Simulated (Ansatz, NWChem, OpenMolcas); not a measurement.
## How basis sets differ on Br2 (bromine)

Br2 has 2 atoms, charge 0, and is taken as a singlet. SMILES: `BrBr`. The shape is that of a PBE0-D4/def2-TZVP optimisation.

```xyz
2

Br    0.9730   -0.3254    0.4985
Br   -0.9730    0.3254   -0.4985
```

Quantity: the HOMO–LUMO gap, in eV. The values are calculated.

| level | kind | program | value (eV) |
| --- | --- | --- | --- |
| HF/ANO-RCC-MB (DKH2) | Hartree–Fock | OpenMolcas | 11.30 |
| HF/ANO-S-MB | Hartree–Fock | OpenMolcas | 11.32 |
| HF/STO-3G | Hartree–Fock | NWChem | 12.94 |
| HF/3-21G | Hartree–Fock | NWChem | 11.13 |
| HF/ANO-RCC-VDZP (DKH2) | Hartree–Fock | OpenMolcas | 10.96 |
| HF/def2-SVP | Hartree–Fock | NWChem | 11.30 |
| HF/ANO-R1 (sfX2C, RICD fitting) | Hartree–Fock | OpenMolcas | 11.12 |
| HF/aug-cc-pVTZ | Hartree–Fock | Ansatz | 10.98 |

All-electron rows without a relativistic Hamiltonian named are non-relativistic. The values span 10.96 to 12.94 eV. A Hartree–Fock LUMO above zero doesn't converge with the basis: it sinks as sets grow more diffuse. Orbital gaps aren't excitation energies.

The STO-3G gap of 12.94 eV stands apart, while every other set gives between 10.96 and 11.32 eV. Minimal size alone can't explain this, since the two minimal ANO sets come close to def2-SVP. Their contractions are built from atomic natural orbitals, whereas STO-3G probably describes the outer part of the bromine 4p shell too poorly to balance the occupied π* orbital against the empty σ* orbital. Nor does the gap fall steadily with basis size: 3-21G lies below the larger def2-SVP.

The near agreement of ANO-RCC-VDZP and aug-cc-pVTZ, at 10.96 and 10.98 eV, suggests that the LUMO is still essentially the compact 4p σ* orbital and not a diffuse, continuum-like one, although differences in Hamiltonian and contraction could partly cancel. As an estimate of the fundamental gap, even the better values are probably too large, because frozen Hartree–Fock orbitals omit the relaxation and correlation that stabilise an added electron in σ*.
